In VN₂ the V 3d share of a state largely follows how close its energy lies to the vanadium d level. The share therefore climbs through the nitrogen bands, peaks at the Fermi level and falls again above it. The number of states follows a different rule. It is set by how many orbitals each group of bands contains and by how steeply those bands run, so it jumps where the share changes smoothly.

Kohn-Sham density of states of VN2 (I4/mcm, a = 4.307, c = 4.968 Å) per primitive cell of 6 atoms, from Ansatz 0.2.0 (PBEsol, scalar-relativistic PAW, no spin polarisation, 420 eV cutoff). It uses tetrahedra on an 18×18×18 k mesh and 0.2 eV bins, every second one listed, with energies from the Fermi level. The V and N columns are Löwdin projections summed over sites.

| energy (eV) | density of states total (states/eV/cell) | DOS V 3d (states/eV/cell) | DOS N 2p (states/eV/cell) | DOS N 2s (states/eV/cell) |
| --- | --- | --- | --- | --- |
| -7.95 | 2.080 | 0.27 | 1.590 | 0.14 |
| -7.55 | 2.040 | 0.32 | 1.520 | 0.15 |
| -7.15 | 0.830 | 0.11 | 0.670 | 0.03 |
| -6.75 | 2.440 | 0.37 | 1.820 | 0.19 |
| -6.35 | 2.140 | 0.4 | 1.540 | 0.15 |
| -5.95 | 2.280 | 0.46 | 1.630 | 0.14 |
| -5.55 | 2.620 | 0.56 | 1.870 | 0.13 |
| -5.15 | 4.170 | 0.93 | 2.950 | 0.2 |
| -4.75 | 2.810 | 0.77 | 1.940 | 0.03 |
| -4.35 | 2.290 | 0.82 | 1.340 | 0.02 |
| -3.95 | 2.540 | 0.98 | 1.410 | 0.04 |
| -3.55 | 2.200 | 0.92 | 1.190 | 0.01 |
| -3.15 | 4.450 | 2.18 | 2.140 | 0.03 |
| -2.75 | 3.860 | 1.62 | 2.110 | 0.02 |
| -2.35 | 2.560 | 1.17 | 1.330 | 0.02 |
| -1.95 | 0.800 | 0.42 | 0.360 | 0.01 |
| -1.55 | 0.970 | 0.53 | 0.420 | 0.01 |
| -1.15 | 0.990 | 0.62 | 0.330 | 0.02 |
| -0.75 | 1.000 | 0.7 | 0.270 | 0.02 |
| -0.35 | 1.190 | 0.89 | 0.260 | 0.02 |
| 0.05 | 2.910 | 2.45 | 0.250 | 0.17 |
| 0.45 | 5.240 | 4.28 | 0.580 | 0.32 |
| 0.85 | 6.400 | 5.08 | 0.920 | 0.31 |
| 1.25 | 4.380 | 3.34 | 0.760 | 0.22 |
| 1.65 | 3.890 | 2.86 | 0.820 | 0.16 |
| 2.05 | 5.280 | 3.63 | 1.170 | 0.39 |
| 2.45 | 3.430 | 2.1 | 1.130 | 0.13 |
| 2.85 | 5.690 | 3.26 | 2.090 | 0.18 |
| 3.25 | 2.150 | 1.2 | 0.860 | 0.03 |
| 3.65 | 2.350 | 1.11 | 1.140 | 0.05 |
| 4.05 | 1.140 | 0.51 | 0.590 | 0.02 |
| 4.45 | 0.530 | 0.23 | 0.280 | 0.01 |
| 4.85 | 0.250 | 0.11 | 0.140 | 0 |
| 5.25 | 0.000 | 0 | 0.000 | 0 |
| 5.65 | 0.000 | 0 | 0.000 | 0 |

**From −7.95 to −5.15 eV: nitrogen pairs.** The nitrogen atoms sit in pairs about 1.4 Å apart, so their orbitals combine first with each other and only then with vanadium. The lowest rows are mostly N 2p with some N 2s, as suits the bonding orbitals and lone pairs of such a pair. At −7.95 eV, V 3d makes up only 13.5 % of the combined V 3d, N 2p and N 2s weight. These electrons belong to nitrogen and lean slightly towards the metal.

Two rows stand out here, a dip at −7.15 eV and a peak at −5.15 eV. In both, V 3d and N 2p move together, so the number of states changes much more than their make-up. A density of states is high where bands run flat and low where they are steep or few. The bumps are therefore features of the band shapes, and they hardly disturb the trend in composition.

**From −4.75 to −2.35 eV: the antibonding pair orbitals.** Between −5.15 and −4.75 eV the DOS N 2s drops from 0.20 to 0.03. That is a chemical border. The π* orbitals of a nitrogen pair are built from p orbitals at right angles to the N–N axis, and in the isolated pair symmetry keeps 2s out of them.

A count supports this reading. The total densities of these seven rows add up to 20.71 states/eV, and each row stands for 0.4 eV because every second bin is left out. That gives roughly 8.3 states per cell. Two nitrogen pairs have four π* orbitals with room for eight electrons. The π* orbitals thus appear to be full, which makes each pair formally (N₂)⁴⁻ and fits its long N–N bond.

The V 3d share rises strongly through the nitrogen bands, with two reversals, at −7.15 and −2.75 eV. If all nitrogen orbitals started at one energy and only the V–N bonds spread them out, the lowest states would be the strongest V–N bonds and would hold the most vanadium. The table shows the opposite. The spread must come largely from the N–N bond, which puts some nitrogen orbitals far below the vanadium d level and lifts the π* orbitals close to it.

**Why closeness in energy matters.** Take a state of energy $E$ with amplitude $b$ on a vanadium d orbital of energy $e_d$ and amplitude $a$ on the nitrogen orbitals that couple to it with strength $t$. The Schrödinger equation for the d orbital then reads

$$(E-e_d)\,b = t\,a, \qquad\text{so}\qquad \frac{a^2}{b^2}=\frac{(E-e_d)^2}{t^2}.$$

The nitrogen-to-vanadium ratio grows as the square of the distance from the d level, on either side of it. Since the five d orbitals don't share one energy, averaging over them adds a constant. A least-squares fit of this form to the 33 rows that contain states gives

$$\frac{\text{N weight}}{\text{V 3d weight}} \approx 0.18+0.085\,(E-0.68)^2,$$

with $E$ in eV. At −4.75 eV the distance is 5.43 eV, its square is 29.5, and the ratio comes to 2.7. The V 3d share is then $1/(1+2.7)$, or 27 %, against 28 % in the table for a row that was part of the fit.

Over all fitted rows the share is typically off by four percentage points. The worst case is the peak at −3.15 eV, where half the weight is V 3d and the formula gives only 41 %. Evidently the bands of that peak mix with vanadium more strongly than the average. The fitted centre also lies about 0.8 eV above the mean energy of the V 3d weight in the table, and the d weight below the first row would lower that mean further. The two needn't agree, since the coupling can differ from band to band and some of the nitrogen weight may take no part in it. The formula describes the shape of the trend, and its constants shouldn't be read as properties of the vanadium atom.

**From −1.95 to −0.35 eV: a shelf for two electrons.** The total density now falls to about 1 state/eV and stays low for five rows. The shelf holds 2.0 states per cell, which is what electron counting asks for. Two V atoms and four N atoms bring 30 valence electrons, two (N₂)⁴⁻ units take 28, and one electron is left for each vanadium.

Formally, then, vanadium is d¹, although the calculation finds 3.7 electrons in its 3d orbitals. The two statements don't conflict. Most of these d electrons sit in the nitrogen bands, as the vanadium part of V–N bonds. The formal count assigns a whole band to its main owner, while the projection divides every state between the atoms.

Why the shelf is so thin can be argued from the geometry. Seen from vanadium, every nitrogen neighbour lies 54.3° from the c axis. The orbital d(z²), which points along that axis, has a nodal cone at 54.7°, so its head-on overlap with nitrogen almost vanishes. It escapes the head-on part of the upward push that V–N bonding gives to the other d orbitals, and so should remain the lowest of the five.

Along c, however, each vanadium has vanadium neighbours at 2.48 Å, and d(z²) orbitals point straight at them. Such a chain would spread one orbital per atom over a wide range of energy, with few states in each interval. The shelf would then be the lower, V–V bonding part of that band. This assignment is an inference, because the V 3d column lumps all five d orbitals together. Nor is the shelf pure d(z²): about a third of its total density is N 2p, which can still mix in through sideways overlap. The shelf's small N 2s content agrees with the assignment but can't settle it, since the π* rows contain even less.

If the assignment is right, the mixing rule needs a second reading here, because its equation leaves out direct V–V coupling. Such coupling can lower a state without adding any nitrogen to it. The lower shelf states would then hold more nitrogen because they lie closer to the π* bands just below.

**Around the Fermi level: the other d orbitals begin.** From −0.35 to 0.85 eV the total density rises more than fivefold, and V 3d supplies 80 % of the increase. On the picture above, this is where the d orbitals that do meet nitrogen head-on set in. N 2s returns in the same rows, as it should when d orbitals mix with nitrogen lone pairs. The V 3d share reaches its maximum of 85 % at 0.05 eV.

The Fermi level thus sits on the foot of a steep slope. The electron count would just fill the shelf, but the shelf and the next bands overlap, so the compound comes out as a metal. Without spin polarisation, no gap could open here in this cell anyway. Its glide planes link the bands in twos, and the 46 electrons of the calculation fill an odd number of bands, 23. A small shift of either group would change the density at the Fermi level markedly. That matters here, because the calculation uses a semilocal functional, which often exaggerates such overlaps, and a cell that would shrink if it were relaxed. Spin polarisation was switched off as well, so magnetic order is untested. The metallic state thus belongs to this symmetry without magnetic order, and the exact density at the Fermi level deserves little trust.

**From 0.45 to 4.85 eV: vanadium states with growing nitrogen weight.** These are mostly the antibonding partners of the V–N bonds below. If the shelf is the lower part of a d(z²) band, the upper, V–V antibonding part of that band should lie among them. The higher a state has been pushed above the d level, the more nitrogen it contains, and at 4.85 eV the V 3d share is down to 44 %. The total density has peaks at 0.85, 2.05 and 2.85 eV and a slight one at 3.65 eV, while the share keeps falling through them.

The two sides of the table balance. Vanadium lends about six electrons' worth of d character per cell to the nitrogen bands, including those below the first row. In return, the shelf and the upper block, counted from the row at 0.05 eV, contain 5.8 states' worth of nitrogen character. Mixing exchanges character between bands but creates no new orbitals.

**At 5.25 and 5.65 eV: no states.** Two vanadium atoms have ten d orbitals, with room for 20 electrons. The shelf and the upper block together hold 19.4 states, so the supply of d orbitals is used up. The next orbitals, expected to be V 4s and the σ* orbitals of the nitrogen pairs, begin higher up, which leaves a gap.

The same two steps can give a first guess for a related compound with nitrogen pairs. If the π* orbitals again lie below the metal d level, first fill the orbitals of the nitrogen pairs up to and including π*, but not σ*, and see how many electrons remain for the metal, which places the Fermi level. With too few electrons, the π* orbitals themselves stay partly empty. Then judge the mixing of each band by its distance from the metal d level.

What stays open is whether the shelf really is a V–V bonding band. If it is, the even spacing of the vanadium chain deserves a test, because a half-filled chain can gain energy by drawing its atoms together in pairs. The symmetry of this cell forbids that distortion. A projection on d(z²) alone would test the assignment, and a calculation with paired vanadium atoms would show whether the states at the Fermi level survive.
